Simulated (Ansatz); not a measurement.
## La: the change of pressure with volume per atom

Results calculated with Ansatz 0.2.0, not measured. Periodic Kohn-Sham DFT of a crystal at fixed atoms; pressure and stress are positive in compression; the energy is the free energy less that of spherical unpolarised free atoms; site moments are those in the method's own spheres, positive along +z.

Cell of the first row (space group P6_3/mmc, No. 194):
```
La
1.0
      3.6734     0.0000     0.0000
     -1.8367     3.1813     0.0000
      0.0000     0.0000     5.9461
La
2
Direct
  0.33333 0.66667 0.25000
  0.66667 0.33333 0.75000
```

Settings of every row: method all-electron PAW; functional LDA; relativity scalar; k mesh 11x11x6; filling fermi-dirac; smearing width 0.05 eV; nucleus gaussian.

Atom start moment: 0 on all atoms.

Limits: no spin-orbit coupling on heavy atoms.

```
row  volume per atom (Å³)  pressure (GPa)
  1                34.744          -1.603
  2                35.483          -2.103
  3                36.222          -2.565
  4                36.592               ?
  5                36.962          -2.995
  6                37.331          -3.199
  7                37.701          -3.396
  8                 38.44          -3.769
  9                39.179          -4.116
```

Question: what pressure should row 4 give?

Worked fit of pressure. Take u = (V_r/V)^(2/3) − 1 with V_r = 37.147 Å³ an atom, which is twice the finite (Eulerian) strain; such expansions in the strain, on which the Birch-Murnaghan equation of state is built, carry the rest volume and the bulk modulus. The shown rows have u = 0.04559, 0.03102, 0.01695, 0.00333, -0.00329, -0.00982, -0.02255, -0.03488. Least squares give pressure = −3.0986 + 30.736 × u + 45.06 × u² GPa; a straight line predicts inner rows, each left out in turn, worse (root mean square 0.023 against 0.00082 GPa). The rows lie off it by 0.001, -0.001, 0.000, 0.001, 0.000, 0.000, 0.000, 0.000. The withheld row has u = 0.01009, so the fit gives −3.0986 + 30.736 × (0.01009) + 45.06 × (0.01009)² = -2.784 GPa.

The calculation gave -2.784 GPa. The fit meets it to the printed digit.
